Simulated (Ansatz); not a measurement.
## SnTe: the change of energy above lowest point with volume scale

All results are calculated (Ansatz 0.2.0). Free energy against uniform scaling of the volume at fixed shape and fractions; periodic cell, basis, potentials, k mesh and filling as listed.

The cell before it is scaled or strained (space group F-43m, No. 216):
```
CELL_PARAMETERS angstrom
0.00000 3.61110 3.61110
3.61110 0.00000 3.61110
3.61110 3.61110 0.00000
ATOMIC_POSITIONS crystal
Sn 0.00000 0.00000 0.00000
Te 0.75000 0.75000 0.75000
```

Settings of every row: functional LDA; dispersion none; potentials all-electron LAPW; k mesh 6x6x6; k shift 0x0x0; occupations fermi dirac; smearing width 0.05 eV; spin none; SCF threshold exponent -9.

Limits: coarse k mesh, up to 40 meV an atom off; minimum outside the range; no spin-orbit coupling, which can matter with elements this heavy; the cell comes from a prototype or a list of computed structures and needn't be the stable phase.

```
row  volume scale  V (Å³/atom)  energy above lowest point (meV/atom)
  1          0.92       43.322                                     0
  2          0.96       45.205                                     ?
  3             1       47.089                                  30.1
  4          1.04       48.972                                  60.3
  5          1.08       50.856                                  98.1
```

Question: what energy above lowest point should row 2 give?

Worked fit of energy above lowest point. Take u = (V_r/V)^(2/3) − 1 with V_r = 48.031 Å³ an atom, which is twice the finite (Eulerian) strain; such expansions in the strain, on which the Birch-Murnaghan equation of state is built, carry the rest volume and the bulk modulus. The shown rows have u = 0.07121, 0.01329, -0.01285, -0.03738. Least squares give energy above lowest point = 44.16 − 1159.6 × u + 7576 × u² meV/atom; a straight line predicts inner rows, each left out in turn, worse (root mean square 13 against 0.03 meV/atom). All shown rows lie on it to the printed digit. The withheld row has u = 0.04125, so the fit gives 44.16 − 1159.6 × (0.04125) + 7576 × (0.04125)² = 9.2 meV/atom.

The calculation gave 9.3 meV/atom. The fit lies 0.1 meV/atom (1.1 % of the value, 0.1 % of the column's range) below it, one unit of the last digit.
